Q: Two rows of this nitride are hidden. Can I work out their charges from the atoms I can see?

Al3GaN4, 8 atoms in the cell, space group Pm (6), conventional a = 5.043, b = 3.130, c = 5.418 Å, 10.69 Å³ an atom. Loewdin populations of the shells that the datasets hold (zero for a shell they lack, f left out), summed by atom and angular momentum, and Bader charges and volumes, for a cell at fixed atoms. Ansatz 0.2.0, plane-wave PAW, scalar-relativistic; functional PBEsol; no spin polarisation; cutoff 420 eV; k mesh 6×8×4.

```
row  element  s electrons (e)  p electrons (e)  d electrons (e)  Bader charge (e)  Bader volume (Å³)
  1       Al             0.57             1.35             0.00              2.43               3.99
  2       Al             0.57             1.34             0.00              2.43               4.02
  3       Al             0.57             1.35             0.00              2.42               4.05
  4       Ga             0.81             1.49             9.98              1.53               9.38
  5        N             1.40             4.54             0.00             -2.20              16.08
  6        N             1.40             4.61             0.00             -2.42              17.26
  7        ?                ?                ?                ?                 ?                  ?
  8        ?                ?                ?                ?                 ?                  ?
```

A: Begin with the metals. A Bader charge counts the electrons in the region around an atom, its basin, and compares them with the neutral atom. Each Al has given up nearly two and a half electrons, Ga only about one and a half. That gap of almost one electron is the number to remember.

Q: Why does Ga give up less, when both metals have three valence electrons?

A: The table shows the contrast; the reason is standard chemistry. Ga has a filled 3d shell, the 9.98 d electrons in its row, and d electrons screen the nucleus poorly. The valence s electrons are therefore bound more tightly than in Al, and Ga parts with them less readily. The s populations fit this: 0.81 electrons on Ga, 0.57 on each Al. That need not be the whole gap: a Bader charge also depends on where the basin ends, and the Ga basin is more than twice the size of an Al basin. A nitrogen atom bonded to Ga should gain less than one bonded only to Al.

Q: How much less?

A: Every metal atom here has four nitrogen neighbours, and every nitrogen has four metal neighbours. Suppose each metal hands a quarter of its charge through each bond. A nitrogen with $n$ Ga neighbours then has the charge

$$q_\mathrm{N} = -\frac{(4-n)\,q_\mathrm{Al} + n\,q_\mathrm{Ga}}{4},$$

where $q_\mathrm{Al}$ and $q_\mathrm{Ga}$ are the Bader charges of the metals. Each Al neighbour replaced by Ga costs the nitrogen about 0.2 electrons.

Q: Rows 5 and 6 differ by about that much.

A: They do. The formula gives −2.43 for no Ga neighbour and −2.20 for one, within 0.01 of rows 6 and 5. The table doesn't list the neighbours of each nitrogen, so I infer them from this match.

Q: Then how do I find the neighbours of the hidden atoms?

A: From the cell. The formula Al₃GaN₄ makes both of them nitrogen. Four neighbours per atom, right angles and an edge $c$ close to $\sqrt{3}\,b$ fit the wurtzite structure. The short edge $b$ is the distance between neighbouring metal atoms, so Ga atoms line up in rows along it. Two of the four nitrogens around a Ga are then copies of one site, and that site touches two Ga atoms. Ga's other two neighbours are separate sites with one Ga each, and the fourth nitrogen site has none.

Q: So the counts are 0, 1, 1 and 2, and rows 6 and 5 use up the 0 and one of the 1s.

A: Yes. One hidden atom has one Ga neighbour, and I forecast −2.20 ± 0.05 for it. For the other, with two, the formula gives

$$q_\mathrm{N} = -\frac{2\times 2.43 + 2\times 1.53}{4} = -1.98,$$

again with ± 0.05. The ranges are my judgement, since no visible nitrogen has two Ga neighbours.

Q: Which row is which?

A: Nothing here tells us. For either row taken alone the best forecast is the midpoint, −2.09, with a range from −2.25 to −1.93.

Q: Do the other columns follow?

A: They should. The nitrogen with two Ga neighbours should have fewer p electrons, 4.47 against 4.54, each ± 0.04, if the drop from row 6 to row 5 repeats. It should also have the smaller basin. Sharing out the cell volume left by the six visible atoms, with the same difference as between rows 5 and 6, gives 14.8 and 16.0 Å³, each ± 0.5. I expect 1.40 ± 0.02 s electrons in both.

The withheld rows as computed:

```
row  element  s electrons (e)  p electrons (e)  d electrons (e)  Bader charge (e)  Bader volume (Å³)
  7        N             1.39             4.47             0.00             -1.98              14.73
  8        N             1.40             4.54             0.00             -2.20              16.02
```

Q: Row 7 has −1.98 and row 8 has −2.20. Is the rule proved?

A: It has passed one real test. The cell is neutral, so the sum of the two hidden charges was fixed in advance, and even a wrong rule could have got it right. The split was not fixed: two equal charges, each half of that sum, would also have balanced the cell. The computed split of 0.22 electrons is what the neighbour rule requires.

Q: But the forecast for each single row was off.

A: By 0.11 electrons, in opposite directions, though inside the stated range. That miss comes from not knowing the order of the rows. As a pair, the charges and the p populations agree with the forecasts to the printed digits, and the basins to about 0.06 Å³. Read across row 7 to check that its basin and p population are the smaller ones, and compare the s electrons of both rows with their range.

Q: Can I say, then, that nitrogen really carries about two extra electrons?

A: Only with the method named. Loewdin populations assign electrons to atomic orbitals instead of regions of space. For row 6 they give $5 - 1.40 - 4.61 = -1.01$, less than half the Bader value. They still make row 5 less negative than row 6, by 0.07 electrons, where equal sharing of the Loewdin charges would give 0.09. The size of the charge depends on how the electrons are assigned to atoms; in both counts, a Ga neighbour leaves nitrogen with less.
